**TaRu along a fixed-volume tetragonal path: a two-constant elastic rule and its range**

The table holds the free-energy change per atom and the pressure of two-atom TaRu at seven axial ratios, from plane-wave PAW calculations with r2SCAN (scalar-relativistic, no spin polarisation, unrelaxed starting cell). The program tests E = kC′u² + su with u = ln(axial ratio) and k = (2/3)V, with the constants set from the energies of rows 0.96 and 1.05 or from the stresses alone, and compares a parabola in (ratio − 1) and a quartic about cubic B2. The rounded rule E = 5700u² − 40u meV/atom is within 1.2 meV/atom from 0.96 to 1.1, and is too high by 14 % at 1.2, by 38 % at 0.92 and by a factor of 5.7 at 0.85; energies and stresses give C′ of 87 and 83 GPa. The local stiffness turns negative on the approach to B2 at ratio 0.901, and a cubic through the energies and slopes of rows 0.85 and 0.92 puts a maximum at 0.902 and a shallow second minimum near 0.85. The quartic fitted to all rows leaves an rms error of 9.3 meV/atom.

TaRu, CuAu (L1_0) type, two-atom cell with a = 3.053 Å, c = 3.389 Å and 15.79 Å³/atom, strained along c at fixed volume from a start not relaxed at this level. Ansatz 0.2.0, plane-wave PAW, scalar-relativistic r2SCAN, no spin polarisation, cutoff 500 eV, k mesh 18×18×16, Gaussian smearing 0.15 eV. Free energies are relative to the start; pressure is positive in compression.

## Script

```python
# Table: free-energy change (meV/atom) and pressure (GPa) of TaRu along a fixed-volume tetragonal path;
# Ansatz 0.2.0, plane-wave PAW, r2SCAN, scalar-relativistic, no spin. Tested: E = k*C'*u^2 + s*u with
# u = ln(axial ratio), set from two energies or from stresses; also a parabola in (ratio-1), a quartic about B2.
T = {
    'axial_ratio': [0.85, 0.92, 0.96, 1.0, 1.05, 1.1, 1.2],  # over its starting value
    'energy_change': [27.5, 31.1, 11.1, 0.0, 11.7, 49.2, 159.9],  # meV/atom
    'pressure': [-1.36, -1.57, -1.48, -1.3, -0.93, -0.73, -0.9],  # GPa
}
import numpy as np
from scipy.constants import e
x, E, P = (np.array(T[q], float) for q in ("axial_ratio", "energy_change", "pressure"))
# typed from further outputs of the same runs: cell edges (A), stresses (GPa, compression positive),
# energies extrapolated to zero smearing (eV per 2-atom cell)
a0, c0 = 3.053, 3.389
sx = np.array([-1.640475, -3.304846, -3.836914, -1.451414, 1.698914, 4.716705, 5.454739])
sz = np.array([-0.81098, 1.902516, 3.22074, -0.98589, -6.194081, -11.63352, -13.60541])
E0 = 500*np.array([0.059478, 0.068018, 0.023343, 0, 0.023721, 0.099696, 0.32316])
V = a0*a0*c0/2; g = V*1e-18/e; k = 2*g/3
u = np.log(x); a = a0*x**(-1/3); c = c0*x**(2/3); d = np.sqrt(a*a/2 + c*c/4)
D = sz - sx; m = -k*D; xB = a0/c0
print(f"V {V:.2f} A^3/atom; k = (2/3)V = {k:.1f} meV/atom per GPa; starting c/a {c0/a0:.3f}")
print(f"B2 at ratio {xB:.3f} (u {np.log(xB):.3f}); fcc-like axes at ratio {xB*2**.5:.3f} (u {np.log(xB*2**.5):.3f})")
print("ratio  u  c/a  a(A)  c(A)  Ta-Ru(A)  D=axial-inplane(GPa)  dE/du=-kD(meV)  zero-smearing E, shift(meV)")
for i in range(len(x)):
    print(f"{x[i]:.2f} {u[i]:+.4f} {c[i]/a[i]:.3f} {a[i]:.3f} {c[i]:.3f} {d[i]:.3f} {D[i]:+7.2f} {m[i]:+7.0f} {E0[i]:6.1f} {E0[i]-E[i]:+.1f}")
print("interval  local C'=-dD/(2du) (GPa)  energy step from mean slope  step in table (meV/atom)")
for i in range(len(x)-1):
    h = u[i+1] - u[i]
    print(f"{x[i]:.2f}-{x[i+1]:.2f} {-(D[i+1]-D[i])/(2*h):+7.1f} {h*(m[i]+m[i+1])/2:+7.1f} {E[i+1]-E[i]:+7.1f}")
j = [2, 4]  # rows 0.96 and 1.05, the neighbours of the start
A, s = np.linalg.solve(np.c_[u[j]**2, u[j]], E[j])
dA = 0.05*(1/abs(u[2]) + 1/u[4])/(u[4] - u[2])
Cs = -(D[4] - D[2])/(2*(u[4] - u[2])); As, ss = k*Cs, m[3]
w = x - 1
Al, sl = np.linalg.solve(np.c_[w[j]**2, w[j]], E[j])
eta = np.log(c/a); M = np.c_[eta**0, eta**2, eta**3, eta**4]
q = np.linalg.lstsq(M, E, rcond=None)[0]
Ah, sh = round(A, -2), round(s, -1)
print(f"from energies 0.96, 1.05: A {A:.0f} meV (rounding +-{dA:.0f}), s {s:.1f} meV, C' {A/k:.1f} GPa")
print(f"from stresses only: A {As:.0f} meV, s {ss:.1f} meV, C' {Cs:.1f} GPa ({100*(Cs*k/A-1):+.1f} % against energies)")
print(f"path minimum: ratio {np.exp(-s/2/A):.4f} (energies), {np.exp(-ss/2/As):.4f} (stresses); depth {s*s/4/A:.2f} meV; table rounding 0.05")
print(f"hand formula: E = {Ah:.0f} u^2 {sh:+.0f} u; in w=ratio-1: {Al:.0f} w^2 {sl:+.0f} w")
print(f"quartic in ln(c/a), 4 constants, all rows: {q[0]:.1f}, {q[1]:.3g}, {q[2]:.3g}, {q[3]:.3g} meV")
H = Ah*u**2 + sh*u; S = As*u**2 + ss*u; L = Al*w**2 + sl*w; Q = M @ q
print("ratio  table  hand  error  error%  | errors (meV/atom): stress version, ratio-1 version, quartic")
for i in range(len(x)):
    pc = f"{100*(H[i]/E[i]-1):+6.1f}" if E[i] else "     -"
    print(f"{x[i]:.2f} {E[i]:6.1f} {H[i]:6.1f} {H[i]-E[i]:+6.1f} {pc} | {S[i]-E[i]:+6.1f} {L[i]-E[i]:+6.1f} {Q[i]-E[i]:+6.1f}")
print(f"worst hand row {x[np.argmax(abs(H-E))]:.2f}, factor {max(H[E>0]/E[E>0]):.1f}; largest error 0.96 to 1.10: {max(abs(H-E)[2:6]):.1f} meV; quartic rms {np.sqrt(np.mean((Q-E)**2)):.1f} meV")
for i in (5, 1):
    print(f"worked {x[i]:.2f}: u^2 {u[i]**2:.5f}, quadratic {Ah*u[i]**2:.1f}, linear {sh*u[i]:+.1f}, sum {H[i]:.1f}, table {E[i]:.1f} meV/atom")
print(f"hand formula at B2: {Ah*np.log(xB)**2 + sh*np.log(xB):.1f} meV/atom, slope {2*Ah*np.log(xB)+sh:.0f} meV (symmetry demands 0)")
h = u[1] - u[0]; dE = E[1] - E[0]
p = np.poly1d([-2*dE + h*(m[0]+m[1]), 3*dE - h*(2*m[0]+m[1]), h*m[0], E[0]])
t = np.sort(p.deriv().roots.real)
print(f"cubic through energies and slopes of 0.85, 0.92: minimum at ratio {np.exp(u[0]+h*t[0]):.3f} ({p(t[0]):.1f} meV), maximum at {np.exp(u[0]+h*t[1]):.3f} ({p(t[1]):.1f} meV)")
print(f"E(0.92)-E(0.85): {dE:.1f} meV/atom; at zero smearing {E0[1]-E0[0]:.1f}")
print(f"pressure range {P.min():.2f} to {P.max():.2f} GPa; largest gap to mean stress {max(abs((2*sx+sz)/3-P)):.3f} GPa")
B = 250.0  # rough recalled bulk modulus, GPa, for an order of magnitude only
print(f"volume relaxation P^2 V/(2B), rough B {B:.0f} GPa: {min(P**2)*g/2/B:.1f} to {max(P**2)*g/2/B:.1f} meV/atom")
assert x[0] < xB < x[1] and E[0] < E[1] and E0[0] < E0[1]
assert m[0] < 0 and m[1] < 0 and m[3] < 0 < m[4]
assert A > 0 and abs(As/A - 1) < 0.10
assert H[0] > E[0] and H[1] > E[1] and H[6] > E[6]
```

Printed output:

```
V 15.79 A^3/atom; k = (2/3)V = 65.7 meV/atom per GPa; starting c/a 1.110
B2 at ratio 0.901 (u -0.104); fcc-like axes at ratio 1.274 (u 0.242)
ratio  u  c/a  a(A)  c(A)  Ta-Ru(A)  D=axial-inplane(GPa)  dE/du=-kD(meV)  zero-smearing E, shift(meV)
0.85 -0.1625 0.944 3.223 3.041 2.740   +0.83     -55   29.7 +2.2
0.92 -0.0834 1.021 3.139 3.206 2.738   +5.21    -342   34.0 +2.9
0.96 -0.0408 1.066 3.095 3.298 2.740   +7.06    -464   11.7 +0.6
1.00 +0.0000 1.110 3.053 3.389 2.744   +0.47     -31    0.0 +0.0
1.05 +0.0488 1.166 3.004 3.501 2.752   -7.89    +519   11.9 +0.2
1.10 +0.0953 1.221 2.958 3.611 2.763  -16.35   +1075   49.8 +0.6
1.20 +0.1823 1.332 2.873 3.827 2.791  -19.06   +1253  161.6 +1.7
interval  local C'=-dD/(2du) (GPa)  energy step from mean slope  step in table (meV/atom)
0.85-0.92   -27.7   -15.7    +3.6
0.92-0.96   -21.7   -17.2   -20.0
0.96-1.00   +80.7   -10.1   -11.1
1.00-1.05   +85.7   +11.9   +11.7
1.05-1.10   +90.9   +37.1   +37.5
1.10-1.20   +15.6  +101.2  +110.7
from energies 0.96, 1.05: A 5710 meV (rounding +-25), s -38.8 meV, C' 86.9 GPa
from stresses only: A 5482 meV, s -30.6 meV, C' 83.4 GPa (-4.0 % against energies)
path minimum: ratio 1.0034 (energies), 1.0028 (stresses); depth 0.07 meV; table rounding 0.05
hand formula: E = 5700 u^2 -40 u; in w=ratio-1: 5683 w^2 -50 w
quartic in ln(c/a), 4 constants, all rows: 27.4, -3.11e+03, 1.83e+04, -6.2e+03 meV
ratio  table  hand  error  error%  | errors (meV/atom): stress version, ratio-1 version, quartic
0.85   27.5  157.1 +129.6 +471.1 | +122.3 +107.9  -14.2
0.92   31.1   43.0  +11.9  +38.1 |   +9.6   +9.3   -4.9
0.96   11.1   11.1   +0.0   +0.3 |   -0.7   +0.0   +8.4
1.00    0.0    0.0   +0.0      - |   +0.0   +0.0  +13.7
1.05   11.7   11.6   -0.1   -0.7 |   -0.1   +0.0   +5.2
1.10   49.2   48.0   -1.2   -2.5 |   -2.3   +2.6   -9.8
1.20  159.9  182.2  +22.3  +13.9 |  +16.8  +57.4   +1.6
worst hand row 0.85, factor 5.7; largest error 0.96 to 1.10: 1.2 meV; quartic rms 9.3 meV
worked 1.10: u^2 0.00908, quadratic 51.8, linear -3.8, sum 48.0, table 49.2 meV/atom
worked 0.92: u^2 0.00695, quadratic 39.6, linear +3.3, sum 43.0, table 31.1 meV/atom
hand formula at B2: 66.3 meV/atom, slope -1230 meV (symmetry demands 0)
cubic through energies and slopes of 0.85, 0.92: minimum at ratio 0.853 (27.4 meV), maximum at 0.902 (34.1 meV)
E(0.92)-E(0.85): 3.6 meV/atom; at zero smearing 4.3
pressure range -1.57 to -0.73 GPa; largest gap to mean stress 0.004 GPa
volume relaxation P^2 V/(2B), rough B 250 GPa: 0.1 to 0.5 meV/atom
```
